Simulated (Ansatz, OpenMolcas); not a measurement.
**How basis sets differ on C3H10OSi (trimethylsilanol)**

The species is C3H10OSi (15 atoms), meant as a singlet with charge 0. SMILES: `C[Si](C)(C)O`. The shape is that of a PBE0-D4/def2-TZVP optimisation. This is one conformer, not always the lowest.

Each level gives the HOMO–LUMO gap (eV). The values are calculated.

| level | kind | program | value (eV) | CPU time |
| --- | --- | --- | --- | --- |
| HF/ANO-L-MB | Hartree–Fock | OpenMolcas | 19.78 | 9 s |
| HF/ANO-R0 (sfX2C) | Hartree–Fock | OpenMolcas | 16.18 | 4.7 s |
| HF/STO-3G | Hartree–Fock | Ansatz | 22.36 | 0.6 s |
| HF/3-21G | Hartree–Fock | OpenMolcas | 17.34 | 8.4 s |
| HF/6-31G* (spherical functions) | Hartree–Fock | Ansatz | 16.51 | 4.5 s |

The values span 16.18 to 22.36 eV. A Hartree–Fock LUMO above zero doesn't converge with the basis: it sinks as sets grow more diffuse. Orbital gaps aren't excitation energies. CPU times are rough (shared hosts, several kinds of processor and program).

The gap of trimethylsilanol depends strongly on how much freedom the basis gives the empty orbitals. It falls from 22.36 eV with STO-3G to 17.34 eV with 3-21G, then only to 16.51 eV with 6-31G*. The molecule is saturated and has no low-lying π* level, so in a minimal basis the LUMO must be built from compact antibonding σ* combinations, whose nodes cost much kinetic energy. Splitting the valence shell lets this orbital spread outwards and drop. The occupied orbitals, probably oxygen lone pair mixed with Si–C σ bonding at the top, are bound and should respond less.

The two ANO results, 19.78 and 16.18 eV, show that the family name is no guide to the gap. Their difference probably reflects the contracted functions more than scalar relativity, which is weak for the valence shells of such light elements, though both change between these rows. Gaps alone can't show how much of each shift comes from the HOMO.
